The Si–F bond of a small disilane, F–SiH₂–SiHCl₂, is stretched while everything else in the molecule keeps its shape. Three methods follow the same stretch. RHF puts both bond electrons into one shared orbital, UHF allows each electron its own, and CASSCF here lets the pair spread over two orbitals in a proper singlet. The weak orbital occupation is the number of electrons in the emptier of those two orbitals. It is near zero for an intact pair and near one for two separated electrons.

PySCF 2.14.0, RHF, broken-symmetry UHF and CASSCF with two electrons in two orbitals, cc-pVDZ basis, for neutral F–SiH₂–SiHCl₂ in the gas phase with spin multiplicity 1. The Si–F bond is stretched rigidly from the GFN2-xTB geometry. Spin squared is that of UHF, and the weak occupation is that of the emptier CASSCF natural orbital.

```
bond length (Å)  CASSCF energy over its lowest point (eV)  RHF energy over CASSCF (eV)  UHF energy under RHF (eV)  spin squared  first weak orbital occupation
          1.550                                     0.240                        0.429                      0.000         0.000                          0.011
          1.680                                     0.000                        0.496                      0.000         0.000                          0.015
          1.850                                     0.375                        0.594                      0.000         0.000                          0.024
          2.020                                     1.074                        0.701                      0.000         0.000                          0.036
          2.270                                     2.199                        0.882                      0.000         0.000                          0.069
          2.600                                     3.424                        1.215                      0.403         0.681                          0.169
          3.020                                     4.313                        1.898                      1.667         0.931                          0.422
          3.700                                     4.739                        3.247                      3.346         1.001                          0.775
          4.700                                     4.813                        4.586                      4.740         1.011                          0.956
```

Spin squared belongs to the UHF solution. It is 0 for a singlet and 1 for an equal mixture of singlet and triplet. It stays at zero up to 2.27 Å and stands at 0.681 at 2.60 Å. Three readings suggest themselves: the bond snaps between these two lengths; spin squared measures how far the bond has already come apart; or the onset is a property of UHF, while the bond itself gives way gradually.

(a) Does the bond snap between 2.27 and 2.60 Å?

Solution. If it did, CASSCF, which can describe both the bonded pair and the separated electrons, should change abruptly across this interval. Its weak occupation does grow there, by about 31 percent for each 0.1 Å. But it grows by about 30 percent per 0.1 Å in the interval before and by 24 percent in the one after. In relative terms, the weak occupation grows at a nearly steady rate through the supposed break.

The energy agrees. The CASSCF curve is steepest between 2.02 and 2.27 Å, at 4.5 eV/Å, and still climbs at 3.7 eV/Å in the next interval. Beyond 2.60 Å it has another 1.4 eV to rise. A bond that had just snapped would leave a nearly flat curve behind it, so the first reading fails.

(b) Is spin squared at least a gauge of how far the bond has come apart?

Solution. A gauge should follow the weak occupation, since both run from about zero to about one. At 2.27 Å the occupation is already 0.069 while spin squared is zero. At 2.60 Å the occupation is only 0.169, yet spin squared has reached 0.681. The supposed gauge first reads too low and then far too high, so the second reading fails as well.

The zero also hides an energy error. At 2.27 Å UHF and RHF coincide, and both lie 0.88 eV above CASSCF. At the lowest point of the curve, 1.68 Å, the excess is 0.50 eV. The single shared orbital is thus becoming a poorer description before spin squared gives any sign of it.

(c) Why does UHF respond so late and then so strongly? Estimate its onset, and its spin squared at 2.60 Å, from the CASSCF occupations.

Solution. Two tendencies compete. Sharing an orbital over both atoms strengthens the bond, but it also lets the two electrons meet on the same atom, where they repel each other. CASSCF reduces these meetings by mixing in a second pair state. For a small admixture the repulsion falls in proportion to the amplitude, while the bonding lost grows only as its square, so a little mixing pays at any bond length. UHF can only pull its two orbitals apart. Here the gain and the loss both grow as the square of a small displacement, so UHF keeps the shared orbital until repulsion outweighs bonding. Stretching weakens the bonding and so brings that point about.

The stretched hydrogen molecule shows this competition in its simplest form: two electrons on two equal sites. Let t be the strength with which an electron hops between the sites, and U the repulsion when both electrons sit on one. The exact singlet mixes the antibonding pair into the bonding pair with an amplitude ratio r. If n is the weak occupation, then

r² = n/(2 − n)

The two pair states differ in energy by 4t and are coupled by U/2, which gives

2r/(1 − r²) = U/(4t)

In UHF the two electrons occupy orbitals with overlap s, where s = 1 means one shared orbital. The energy and spin squared are

E = −2ts + Us²/2
spin squared = 1 − s²

For U below 2t the lowest energy lies at s = 1, and UHF is the same as RHF. Above that threshold, the Coulson-Fischer point, the minimum moves to s = 2t/U. Spin squared then rises continuously but steeply from zero.

For the onset, put U = 2t into the relation for r. This gives r² + 4r − 1 = 0, so r = 0.236 and n = 2r²/(1 + r²) = 0.106. The CASSCF occupation passes this value between 2.27 and 2.60 Å, at about 2.4 Å by interpolation. That is the interval in which UHF leaves RHF. The interval is 0.33 Å wide and holds no row, so the match is a coarse one.

For 2.60 Å, start from n = 0.169:

r² = 0.169/1.831 = 0.092, so r = 0.304
U/(4t) = 0.608/0.908 = 0.67
s = 1/(2 × 0.67) = 0.75
spin squared = 1 − 0.75² = 0.44

UHF gives 0.68. The model thus explains why a small weak occupation can go with a large spin squared, but it underestimates the size at this length, which suggests that the real onset lies earlier in the interval than the model's. At 3.02 Å it does better, with 0.87 against 0.93.

No constant was fitted to any row: the two-site model turns the CASSCF occupations into estimates of the UHF spin squared, and the output below compares the two at every length. Most rows sit at 0 or near 1, so the size of spin squared is really tested only at 2.60 and 3.02 Å. This supports the third reading without proving that the two-site picture is complete. Si–F is a polar bond between unequal atoms, surrounded by other electrons, and this may be part of why the model misses most just past the onset. The model also gives each site one fixed orbital, while UHF and CASSCF reshape theirs, so a miss in the same direction is expected even for the hydrogen molecule in a realistic basis.

The hydrogen analogy also ends at long bonds. With only two electrons on two sites, CASSCF would be exact and UHF could never fall below it. Here UHF lies 0.15 eV below CASSCF at 4.70 Å. A likely reason is that UHF lets the other electrons adjust to the two separated spins, a response that this CASSCF leaves out. Spin squared shows that they do adjust: two electrons alone could not take it above 1, yet it reaches 1.011. The same response in a free fluorine atom and a silyl radical is expected to be worth an energy of this order, but these runs do not separate it out.

A spin squared of zero does not certify the energy of a stretched bond. Nor is the CASSCF rise of 4.8 eV a reliable bond energy, since the calculation omits most electron correlation, uses a small basis and keeps the fragments rigid.

Output of the analysis:

```
Two-site model against UHF:
   row  spin squared model  spin squared UHF  recovered fraction model  recovered fraction UHF
  1.55                   0                 0                         0                       0
  1.68                   0                 0                         0                       0
  1.85                   0                 0                         0                       0
  2.02                   0                 0                         0                       0
  2.27                   0                 0                         0                       0
   2.6              0.4421             0.681                    0.2108                  0.3317
  3.02              0.8746             0.931                    0.8066                  0.8783
   3.7              0.9867             1.001                    0.9837                    1.03
   4.7              0.9995             1.011                    0.9995                   1.034
Smoothness of CASSCF and place of UHF:
   row  CASSCF slope since previous row eV per A  occupation growth percent per 0.1 A  UHF over CASSCF eV
  1.55                                       n/a                                  n/a               0.429
  1.68                                    -1.846                                26.94               0.496
  1.85                                     2.206                                31.85               0.594
  2.02                                     4.112                                26.94               0.701
  2.27                                       4.5                                29.72               0.882
   2.6                                     3.712                                31.19               0.812
  3.02                                     2.117                                24.34               0.231
   3.7                                    0.6265                                9.351              -0.099
   4.7                                     0.074                                2.121              -0.154
Weak occupation at which model UHF splits from RHF: 0.1056
Bond length where CASSCF reaches that occupation, interpolated, angstrom: 2.427
Rms miss of model spin squared on the four broken-symmetry rows: 0.1231
Rms miss if spin squared simply equalled weak occupation, same rows: 0.3793
CASSCF rise reached at last row with zero spin squared, percent of rise to longest bond: 45.69
CASSCF rise still to come after first broken-symmetry row, eV: 1.389
Growth of RHF excess from lowest point to last row with zero spin squared, eV: 0.386
Rise to longest bond, RHF less CASSCF, eV: 4.09
Rise to longest bond, UHF less CASSCF, eV: -0.65
```
